Closed form of a unitary cluster factor, weighed against Taylor and commutator truncation

Conventions. Orbitals and amplitudes are real and energies are in mEh. Work W is the number of multiplications in one energy evaluation and memory M the number of stored vector elements. Additions, the final division and the tables of angles, sines and integrals, which are linear in N, are not counted. C(N,ℓ) is the binomial coefficient.

1. Statements

S1. Let τ be one string of n creators (orbitals a) and n annihilators (orbitals i) on 2n distinct spin orbitals, and κ = τ − τ†. Then κ³ = −κ and

exp(θκ) = 1 + sin θ κ + (1 − cos θ) κ².

S2. Take a valence pair with reference |0⟩ = |σg²⟩ and one double |D⟩ = τ|0⟩ = |σu²⟩; singles drop out by inversion symmetry. With energies counted from ⟨0|H|0⟩, put ⟨D|H|D⟩ = 2Δ > 0 and ⟨0|H|D⟩ = K > 0. The UCCD energy is f = K sin 2θ + Δ(1 − cos 2θ). Its minimum has tan 2θ = −K/Δ and E = Δ − √(Δ² + K²), the full CI value. The CCD amplitude is t = tan θ.

S3. Model. N identical, non-interacting pairs have 2^N determinants, classed by the level ℓ, the number of excited pairs. The exact energy is NE. The generators κ_i commute, so with σ = Σ θ_i κ_i the state exp(σ)|0⟩ is a product of closed-form factors and is exact. Three algorithms evaluate its energy. Each uses the sparsity of H and σ, and none uses the separability, which would reduce the problem to one 2 × 2 matrix.

A: the closed-form factors act one after another on the full vector.
B(m): the Taylor polynomial ψ_m = v_0 + … + v_m, with v_k = σ^k|0⟩/k!, goes into the Rayleigh quotient, which is minimised.
C(2m): the Baker–Campbell–Hausdorff series of ⟨0|exp(−σ) H exp(σ)|0⟩ is cut after 2m commutators and made stationary.

With D_m = Σ_{ℓ≤m} C(N,ℓ), L_m = Σ_{ℓ≤m} ℓ C(N,ℓ), Λ_m = L_1 + … + L_m and Q_m = D_m + D_{m−2} + …,

A: W = (N + 8)2^(N−1) − 2, M = 2^N
B(m): W = Λ_m + L_m + 3D_m, M = 2D_m
C(2m): W = 3Λ_m + 3Q_m − 1, M = D_0 + … + D_m.

For large N the work of B approaches (2m + 3)N^m/m! and that of C (3m + 3)N^m/m!, a ratio below 3/2. The deviation per pair, δ = E(method)/N − E, with y = 2|θ| at the exact angle, is

δ_A = 0
δ_B ≈ 2Δ C(N−1, m) θ^(2m+2) for Nθ² ≪ 1 (the leading term for m = 1, 2, a lower bound on it for m ≥ 3)
δ_C ≈ (−1)^m [K y^(2m+1)/(2m+1)! − Δ y^(2m+2)/(2m+2)!], the same for every N.

2. Numbers for the Na2 valence pair

The assumed inputs are K = 75 mEh and Δ = 100 mEh. They were chosen to reproduce a typical valence correlation energy of about −25 mEh and a typical reference weight of about 0.9 near the equilibrium distance. The σu² configuration of the molecule supplies only part of this energy, since π² and further σ² doubles contribute as well, so |D⟩ stands in for all of them and all results are the model's. The inputs give tan 2θ = −0.75, θ = −0.3218, y = 0.6435, t = −1/3, cos²θ = 0.9 and E = −25 mEh. All θ_i are set equal, and each method is optimised in θ.

N = 8 (Nθ² = 0.83)
method | W | M | δ (mEh per pair)
B(1) | 43 | 18 | +8.18
C(2) | 50 | 10 | −3.125
B(2) | 247 | 74 | +2.26
C(4) | 329 | 47 | +0.058
B(3) | 815 | 186 | +0.86
C(6) | 1217 | 140 | −6.0×10⁻⁴
A | 2046 | 256 | 0
C(8) | 3050 | 303 | +3.6×10⁻⁶

N = 24 (Nθ² = 2.5)
method | W | M | δ (mEh per pair)
B(1) | 123 | 50 | +13.30
C(2) | 146 | 26 | −3.125
B(2) | 2079 | 602 | +7.2
C(4) | 2705 | 327 | +0.058
B(3) | 20871 | 4650 | +4.7
C(6) | 28793 | 2652 | −6.0×10⁻⁴
C(8) | 208958 | 15603 | +3.6×10⁻⁶
A | 2.68×10⁸ | 1.68×10⁷ | 0

3. Choices

The choices assume that all methods need a similar number of energy evaluations to reach their stationary point.

Least work for a stated |δ| per pair:
5 mEh: C(2) at both sizes.
1 mEh or 0.1 mEh: C(4) at both sizes. At N = 8 and 1 mEh, B(3) qualifies as well, at 2.5 times the work.
10⁻³ mEh: C(6) at both sizes.
10⁻⁵ mEh: A at N = 8; C(8) at N = 24, where A needs 1.3×10³ times the work.
A target of 1 kcal/mol (1.6 mEh) on the total energy is met by C(4) up to N = 27, because its total deviation is N times 0.058 mEh.

Smallest |δ| within a budget of multiplications:
N = 8: C(2) within 100, B(2) within 300, C(4) within 1000, C(6) within 2000, A within 2500.
N = 24: C(2) within 2500, C(4) within 10⁴, C(6) within 10⁵, C(8) within 10⁶. B(2) fits the first budget but deviates more than the far cheaper C(2).
Within a budget of stored numbers: at N = 8, C(4) within 100, C(6) within 200 and A within 300; at N = 24, C(6) within 10⁴.

A needs less work than C(2), C(4), C(6) and C(8) up to N = 1, 4, 6 and 9, and being exact it is then the choice for any target. A single Na2 pair costs 7 multiplications by A. If the energy must be an upper bound, C is excluded, since δ_C alternates in sign. At N = 8 the bound costs 815 by B(3) for 1 mEh per pair. For tighter targets B(4), with W = 1817 and M = 326, saves only 11 per cent of the work of A and stores more, so A is the sensible choice.

The choice moves with the angle. For H2, the gas of forming-gas anneals, typical minimal-basis values at 1.4 bohr are K = 181 mEh and Δ = 789 mEh. The model gives E = −20.5 mEh, roughly half of the typical correlation energy of about −40 mEh. The counts are unchanged, δ is −0.27 mEh for C(2) and +1.55 mEh for B(1) at N = 8, and the 1 mEh target is met by C(2). In the opposite limit of a broken bond, Δ → 0 and y → π/2. The C(2) energy −K²/(2Δ) then diverges, and C(4) has y = √2 and δ = K(1 − 2√2/3) = 0.057 K, or 4.3 mEh if K is held at 75 mEh for illustration. A stays exact at the same cost.

4. Proofs

S1. Every operator in τ squares to zero and the string is of even length, so τ² = τ†² = 0. Anticommutation gives τ†τ = Π n_i Π(1 − n_a) and ττ† = Π n_a Π(1 − n_i), with n the occupation operators. These are projectors on disjoint sets of determinants, so κ² = −(τ†τ + ττ†) = −P with P a projector. τ vanishes unless all i are filled and all a are empty, so ττ†τ = τ; with its adjoint and τ² = 0 this gives κP = κ and κ³ = −κ. Hence κ^(2k+1) = (−1)^k κ and κ^(2k+2) = (−1)^k κ². The odd terms of the exponential sum to sin θ κ and the even ones beyond 1 to (1 − cos θ)κ². The factor rotates each pair of determinants joined by τ and leaves all others alone. A sum of strings does not obey the cubic relation in general: the singlet single excitation, a sum of two commuting spin-orbital generators, has eigenvalues ±2i besides 0 and ±i.

S2. From κ|0⟩ = |D⟩ and κ²|0⟩ = −|0⟩, the state is cos θ|0⟩ + sin θ|D⟩ with energy 2K sin θ cos θ + 2Δ sin²θ = f. Setting df/dθ = 2K cos 2θ + 2Δ sin 2θ to zero gives tan 2θ = −K/Δ. With ρ = √(Δ² + K²) the minimum has sin 2θ = −K/ρ, cos 2θ = Δ/ρ and f = Δ − ρ, the lower root of E(E − 2Δ) = K². Because θ covers every real unit vector of the plane, UCCD is exact. CCD has exp(tτ)|0⟩ = |0⟩ + t|D⟩, the energy Kt and the equation K + 2Δt − Kt² = 0, that is 2t/(1 − t²) = −K/Δ, which t = tan θ solves. Its Lagrangian Kt + λ(K + 2Δt − Kt²) is stationary in t at λ = −K/(2Δ − 2Kt) = sin θ cos θ, here −0.3. The unitary energy is stationary in θ by itself and needs no multiplier.

Counts. H and σ join a determinant of level ℓ to ℓ determinants of level ℓ − 1, so L_m links exist up to level m and N 2^(N−1) in the full space. An expectation value taken row by row, with the diagonal and the doubled upper triangle, costs one multiplication per link and two per determinant.

A. Factor j meets 2^(j−1) nonzero amplitudes, all with pair j unexcited, and maps each c to c cos θ and c sin θ. The sum over j is 2^(N+1) − 2, done in place. The energy adds N 2^(N−1) + 2·2^N, and the norm is 1. A factor that meets an already filled pair of amplitudes costs four multiplications instead of two.

B. The vector v_k = σ v_(k−1)/k lives on the levels k, k − 2, …, and forming it uses every link up to level k once, L_k in all. The energy adds L_m + 2D_m and the norm D_m. Two successive v_k have opposite level parity and share one array, and ψ_m fills a second.

C. Since exp(−σ) = exp(σ)†, the terms through order 2m sum to E_2m = Σ_{j+k≤2m} ⟨v_j|H|v_k⟩. H changes the level by at most one, so v_j is needed up to level 2m − j + 1, and by parity only up to r = min(j, 2m − j). Level m is never exceeded. The vectors with j ≤ m cost Λ_m, and those with j > m cost L_(2m−j+1) each, again Λ_m. By symmetry E_2m = Σ_{k≤m} ⟨u_k|H|v_k⟩ with u_k = v_k + 2(v_(k+1) + … + v_(2m−k)). For k < m the links cost L_(k+1), a third Λ_m in total, and the term k = m is diagonal. With P_k the number of determinants on levels k, k − 2, …, so that D_k = P_k + P_(k−1) and P_0 + … + P_m = Q_m, diagonals and scalar products cost Σ_{k<m}(P_k + D_(k+1)) + 2P_m = 3Q_m − 1. Storing all v_j takes Q_m + Q_(m−1) = D_0 + … + D_m. The large-N forms follow from D_m ≈ N^m/m! and L_m ≈ Λ_m ≈ m D_m. A diagrammatic code that never forms the cancelling unlinked terms can need less than this count.

Deviation of C. exp(−σ) H exp(σ) is a sum of one-pair terms and the cut at a given power of θ is linear, so E_2m/N is the polynomial f_2m of f through θ^(2m). The first omitted sine and cosine terms give the stated δ_C. Both are kept because K = Δ tan y makes them of the same order, y^(2m+2); the second is 0.21 of the first at m = 1 and 0.14 at m = 2. For m = 1 to 4 the estimate gives −2.6, +0.059, −6.1×10⁻⁴ and +3.6×10⁻⁶ mEh. Re-optimising θ lowers the energy by a term of order y^(4m+2). It matters only for C(2), where f_2 = −Ky + Δy²/2 drops by (K − Δy)²/(2Δ) = 0.57 mEh to its minimum −K²/(2Δ) = −28.125 mEh. Each further order divides δ_C by roughly (2m + 2)(2m + 3)/y², a factorial fall.

Deviation of B. If ψ_m differs from a multiple of the exact state by ε, the Rayleigh quotient exceeds the exact energy by ⟨ε|H − NE|ε⟩/⟨ψ_m|ψ_m⟩. To leading order ε = −v_(m+1). Its part on level m + 1 has amplitude θ^(m+1) on C(N, m+1) determinants of excitation energy 2Δ(m + 1), which per pair is 2Δ C(N−1, m) θ^(2m+2). Its parts on levels 0 and 1 are absorbed by the norm and by a shift of θ; parts on level 2 and above, present from m = 3, add a positive term of the same order. For the tables, the common amplitude c_ℓ of level ℓ obeys (Σκ_i c)_ℓ = ℓ c_(ℓ−1) − (N − ℓ)c_(ℓ+1). This gives c_0 = 1, c_1 = θ for m = 1; c_0 = 1 − Nθ²/2, c_1 = θ, c_2 = θ² for m = 2; and for m = 3 the same c_0 and c_2 with c_1 = θ − (3N − 2)θ³/6 and c_3 = θ³. The energy is

Σ_ℓ ℓ C(N,ℓ)[2Δ c_ℓ² + 2K c_ℓ c_(ℓ−1)] / Σ_ℓ C(N,ℓ) c_ℓ².

B(1) is doubles CI with minimum Δ − √(Δ² + NK²), exact for N = 1 and tending to −K/√N per pair for large N. Its expansion gives δ = (N − 1)K⁴/(8Δ³), which is N − 1 times the weak-coupling size K⁴/(8Δ³) of δ for C(2). Neither table has Nθ² ≪ 1, and the leading term overshoots: 15 mEh against 8.18 mEh for B(1) at N = 8.

5. Range of the comparison

Generators that share orbitals do not commute, and a product of two factors differs from the single exponential by ½θ_1θ_2[κ_1, κ_2] at second order, with a prefactor θ²/2 = 0.05 at the angle used here. The product is then a different ansatz that depends on the order of its factors. For one electron pair this costs nothing: two doubles from the same reference give cos θ_1 cos θ_2|0⟩ + sin θ_1|D_1⟩ + cos θ_1 sin θ_2|D_2⟩, spherical coordinates that reach every real unit vector in the space of reference and doubles, and further doubles extend the pattern. For interacting pairs neither form of UCCD equals full CI in general, and the error of the ansatz adds to each δ in the tables.